**Examination question: band edges of a PbO sheet estimated by hand**

Three sizes are worth remembering for any estimate of this kind. The free-electron energy is ħ²k²/2mₑ = 3.81 eV Å² × k². A square cell with an edge a near 4 Å has its zone edge at π/a, about 0.8 1/Å, where that energy is over 2 eV. Thermal energy at room temperature is roughly 0.026 eV, so carriers sample only states within a small energy range of a band edge.

The table gives PBE Kohn-Sham levels, without spin-orbit coupling, of one free layer of PbO with a = 4.049 Å. The band distance is the length travelled along Γ–X–M–Γ. The levels b1, b2, b3 are the filled ones counted downward from the Fermi level, and a1, a2 the empty ones counted upward. The Fermi level is placed at mid-gap, so the equal magnitudes of b1 and a1 in row 1 are a convention.

Kohn-Sham levels of a free PbO sheet along Γ–X–M–Γ, computed with Ansatz 0.2.0 using scalar-relativistic PBE, PAW and plane waves up to 420 eV, without spin polarization. The k mesh is 6×6×1, with Gaussian smearing of 0.02 eV. Levels b1–b3 are filled and a1–a2 empty, numbered outward from the Fermi level, which is set at mid-gap.

```tsv
row	band distance (1/Å)	level b3 from the Fermi level (eV)	level b2 from the Fermi level (eV)	level b1 from the Fermi level (eV)	level a1 from the Fermi level (eV)	level a2 from the Fermi level (eV)
1	0.000	-2.298	-2.298	-1.251	1.251	1.262
2	0.111	-2.331	-2.235	-1.254	1.345	1.370
3	0.222	-2.429	-2.248	-1.268	1.604	1.661
4	0.333	-2.583	-2.323	-1.304	1.958	2.057
5	0.443	-2.786	-2.368	-1.377	2.298	2.369
6	0.554	-3.024	-2.296	-1.501	2.202	2.419
7	0.665	-3.284	-2.121	-1.680	2.093	2.267
8	0.776	-3.552	-1.899	-1.899	2.120	2.120
9	0.887	-3.341	-1.914	-1.914	2.127	2.127
10	0.998	-2.995	-1.961	-1.961	2.142	2.142
11	1.109	-2.646	-2.033	-2.033	2.148	2.148
12	1.219	-2.385	-2.075	-2.075	2.118	2.118
13	1.330	-2.392	-1.921	-1.921	2.043	2.043
14	1.441	-2.487	-1.750	-1.750	1.958	1.958
15	1.552	-2.531	-1.685	-1.685	1.921	1.921
16	1.709	-2.339	-1.914	-1.706	1.871	2.130
17	1.865	-2.464	-1.968	-1.765	1.848	2.646
18	2.022	-2.764	-1.851	-1.634	2.015	3.037
19	2.179	-2.784	-1.951	-1.412	2.377	2.494
20	2.336	-2.654	-2.055	-1.299	1.909	1.980
21	2.493	-2.423	-2.167	-1.258	1.436	1.471
22	2.649	-2.298	-2.298	-1.251	1.251	1.262
```

(a) Locate X, M and Γ, and the gap. (b) Argue what form a1 and b1 take near Γ and why their curvatures differ. (c) Estimate a1, b1 and the vertical gap in rows 3 and 20. (d) State the accuracy and range of the rule.

**Model answer**

**(a)** X lies at π/a = 0.776 1/Å (row 8), M at 2π/a (row 15), and the path returns to Γ at (2 + √2)π/a (row 22, the same point as row 1). The highest b1 and the lowest a1 both fall at Γ, so the gap is direct, 2.502 eV. Below, k is the distance from the nearer Γ.

**(b)** At Γ, b2 and b3 coincide while b1, a1 and a2 are single levels. A single level on a fourfold axis has no odd terms in k and the same k² term in every direction of the plane. Second-order k·p theory gives that term as

mₑ/m = 1 + (2/mₑ) Σⱼ |pⱼ|² / (E − Eⱼ),

where pⱼ is the momentum matrix element to the level Eⱼ at Γ. The 1 is the free-electron rise. A level below pushes the band up, which makes electrons lighter and holes heavier, and a level above does the reverse.

The table fixes the net push. In row 2 the free-electron rise is 3.81 × 0.111² = 0.047 eV. Level a1 rises by 94 meV, twice as much, so the net push is upward and about equal to the free term, which makes the electron mass near half of mₑ. Level b1 falls by 3 meV, so the net push is downward and cancels the free term almost exactly.

This cancellation sets the shape of the valence top. With the k² term nearly gone, the next allowed term, k⁴, matters early, and the numbers show it: the drop of b1 grows between neighbouring rows 2 to 8 as k to a power between 2.5 and 3.1. For a1 a simple argument suggests the opposite correction. If the other levels stayed put, a rising level would move away from those that lift it and toward those that press it down, so its rise would lag behind a parabola. The table shows such a lag, but not that this is its only cause. The argument says little about b1, which hardly moves near Γ. The two forms are

rise E of a1: E(1 + αE) = 3.81 k²/m, with m = 0.47 (in mₑ) and α = 0.35 1/eV,

drop D of b1: D = Ak² + Bk⁴, with A = 0.24 eV Å² and B = 2.3 eV Å⁴.

The vertical gap is 2.502 eV + E + D. The four constants were fitted to rows 2, 3, 4, 20 and 21, those with k below 0.35 1/Å, and then rounded; the levels at Γ are inputs. Fourfold symmetry lets the k⁴ terms differ between the axis and the diagonal, which the rule ignores.

**(c)** Row 3 lies two sevenths of the way to X, so k = 0.2217 1/Å and k² = 0.0491 1/Å².

x = 3.81 × 0.0491 / 0.47 = 0.398 eV

E = (√(1 + 4αx) − 1)/2α = (1.248 − 1)/0.70 = 0.354 eV, so a1 = 1.251 + 0.354 = 1.605 eV (table 1.604)

D = 0.0118 + 0.0056 = 0.017 eV, so b1 = −1.268 eV (table −1.268)

gap = 2.502 + 0.354 + 0.017 = 2.873 eV (table 1.604 + 1.268 = 2.872)

Row 20 lies on the diagonal, two sevenths of the way from Γ to M, so k² is twice as large, 0.0983 1/Å².

x = 0.797 eV, E = 0.649 eV, a1 = 1.900 eV (table 1.909)

D = 0.0236 + 0.0222 = 0.046 eV, b1 = −1.297 eV (table −1.299); gap 3.197 eV (table 3.208)

Both rows belong to the fit, so they illustrate the arithmetic and do not test the rule.

**(d)** Over the five fitted rows the vertical gap is within 11 meV of the table, or 0.3 % of it, whereas a plain parabola for a1 is 128 meV too high in row 4. A fairer test comes from two mesh points of the same calculation that were not fitted. There the rule misses a1 by 2 meV at k = 0.26 and by 12 meV at k = 0.37 1/Å, and b1 by 2 meV at most. The row-by-row errors are in the output that follows.

The electron rule ends near k = 0.4 1/Å. It is about 0.1 eV too high in rows 5 and 19, and 0.6 eV or more too high in every row from 6 to 18, because a1, followed outward from Γ, turns down beyond those two rows. The columns are ordered by energy, so the likely reading is that another band has dropped below the one that starts at Γ. The mesh levels of the run support this without proving it: on the diagonal the third empty level falls from 3.292 eV at Γ to 2.869 eV at k = 0.37 1/Å, while a1 rises. The hole rule fades more slowly, with errors of 10 meV in row 5 and 41 meV in row 6, and fails by 0.33 eV at X.

On the zone edge a cruder rule takes over. From X to M the table has a1 = a2 and b1 = b2 in every row, which theory requires: a twofold screw axis in the plane of the sheet, which exchanges the two Pb atoms, together with time reversal makes bands stick in pairs there. The empty pair is nearly flat, between 1.921 and 2.148 eV, and the vertical gap stays between 3.6 and 4.2 eV. Spin-orbit coupling, strong in Pb 6p and left out of this run, can split the pairs between X and M.

**Remarks on the reasoning**

A tempting answer to (b) has a1 and b1 repelling each other, since the pushes are nearly equal and opposite, about +47 and −50 meV in row 2, and α is close to 1/gap. Symmetry rules this out: the in-plane momentum transforms like the pair (x, y), so it links a single level only to degenerate pairs, the kind that b2 and b3 form, and among these only to pairs of opposite parity. In another sheet with this symmetry and single levels at both band edges at Γ, the pairs at Γ are therefore the levels to look for, not the opposite edge. Nor does α identify the partner, because it trades against m, and values of 0.28 and 0.40 1/eV both fit within 11 meV.

The standard picture of Pb(II) oxide makes the valence top an antibonding Pb 6s–O 2p lone-pair state mixed with Pb 6p, and the conduction bottom mostly Pb 6p. The Löwdin counts of the run, with Pb 6s slightly short of full and more than one electron in 6p on each Pb, fit such mixing, but assigning b1 and a1 in this way is assumed here and not shown.

The hole mass rests on a small difference of larger terms and here deserves one figure at most. The drop of 3 meV in row 2 carries up to 1 meV of rounding, which spreads the hole mass from 12 to 23 mₑ, and the run warns of a rough exchange-correlation potential in thin density, which may matter for features of this size. The safe statement is that, in this run, holes near Γ are much heavier than electrons. If strain or spin-orbit coupling weakened the net downward push by more than about 6 %, the k² term would change sign and the maximum would move off Γ.

The contrast decides which part of the rule is needed. Thermal electrons reach k of about 0.06 1/Å, from 3.81 k²/0.47 = 0.026 eV, where a parabola suffices. They are shared with a2, which starts only 11 meV above a1, while the lowest side minimum of a1 on the path (row 17) is 0.597 eV higher and practically empty. Thermal holes spread to between rows 3 and 4, where b1 has fallen by 17 and 53 meV and the k⁴ term is already a third to a half of the drop, so a single hole mass describes them poorly. The rule gives shapes measured from Γ; the gap itself is inherited from PBE, which normally underestimates it.

Printed output of the fit:

```
hbar^2/2m_e 3.810 eV A^2; X, M, Gamma at 0.776, 1.552, 2.649 1/A; worst distance error 0.0007
gap at Gamma 2.502 eV; a2-a1 11 meV; b1-b2 1.047 eV; b2-b3 0.000 eV; rounding of a difference up to 1 meV
fit rows [2, 3, 4, 20, 21]: m 0.471 m_e, alpha 0.349 1/eV, correlation -0.98
alpha fixed at 1/(a1-b1) = 0.400: m 0.460, worst error 11 meV
alpha fixed at 1/(a1-b2) = 0.282: m 0.488, worst error 11 meV
parabola mass from rows 2, 21: a1 0.504, a2 0.445 m_e
row 2 shift from Gamma (meV): a1 +94, b1 -3, b2 +63, b3 -33; hole mass 12-23 m_e
row 21 shift from Gamma (meV): a1 +185, b1 -7, b2 +131, b3 -125; hole mass 12-16 m_e
b1 fit: A 0.245 eV A^2 (mass 16 m_e, 33 x electron), B 2.252 eV A^4, terms equal at k 0.33 1/A
local exponent of b1 drop, rows 2 to 8: 2.5 2.8 3.0 3.1 3.0 2.7
hand rule constants: m 0.47, alpha 0.35 1/eV, A 0.24 eV A^2, B 2.3 eV A^4
cosine series, rows 2-8 and 18-21: 1.171, -0.062, -0.196 eV; worst error 12 meV
worked row 3: k 0.2217, k^2 0.0491, Ck^2/m 0.398, rise 0.354, a1 1.605 (table 1.604)
   Ak^2 0.0118 + Bk^4 0.0056, b1 -1.268 (table -1.268); gap 2.874 (table 2.872) eV
worked row 20: k 0.3135, k^2 0.0983, Ck^2/m 0.797, rise 0.649, a1 1.900 (table 1.909)
   Ak^2 0.0236 + Bk^4 0.0222, b1 -1.297 (table -1.299); gap 3.197 (table 3.208) eV
row, k (1/A) | a1 rise, error parabola, rule | b1 drop, error rule, cosine | gap error of rule (meV)
 2 0.111 |    94     -1     +2 |    3     +0    +1 |     +3
 3 0.222 |   353    +18     +1 |   17     +0    +2 |     +2
 4 0.333 |   707   +128    +10 |   53     +2    +2 |    +11
 5 0.443 |  1047   +438    +92 |  126    +10    -0 |   +102
 6 0.554 |   951  +1369   +646 |  250    +41    -6 |   +687
 7 0.665 |   842  +2499  +1234 |  429   +127    -9 |  +1361
 8 0.776 |   869  +3678  +1700 |  648   +330    +7 |  +2030
21 0.157 |   185     +1     +2 |    7     +0    +2 |     +2
20 0.314 |   658    +84     -9 |   48     -2    +6 |    -11
19 0.470 |  1126   +544   +122 |  161     +5   +12 |   +126
18 0.627 |   764  +2206  +1146 |  383    +67    -5 |  +1213
17 0.784 |   597  +4043  +2008 |  514   +501  +115 |  +2509
16 0.941 |   620  +6062  +2698 |  455  +1557  +385 |  +4255
15 1.097 |   670  +8424  +3372 |  434  +3189  +488 |  +6561
fit rows worst error: parabola 128, a1 rule 10, b1 rule 2.2, gap 11 meV (0.3 %)
mesh (0.00,0.17) k 0.259: error a1 rule +2, b1 drop rule +0, cosine +2 meV
mesh (0.17,0.17) k 0.366: error a1 rule -12, b1 drop rule -2, cosine +9 meV
mesh (0.00,0.33) k 0.517: error a1 rule +428, b1 drop rule +26, cosine -4 meV
mesh (0.17,0.33) k 0.578: error a1 rule +802, b1 drop rule +45, cosine +2 meV
X-M largest a2-a1 0.000, b1-b2 0.000 eV; row 7 splits 0.174, 0.441
X-M a1 1.921 to 2.148, b1 -2.075 to -1.685, gap 3.606 to 4.193 eV
X-M errors (meV): a1 rule +1700 to +3372, b1 rule +330 to +3189, cosine -23 to +488
a1 above its minimum: row 7 0.842, row 17 0.597, M 0.670, X 0.869 eV; b1 below its top: M 0.434, X 0.648 eV
widths on path: a1 1.126, b1 0.824 eV
```
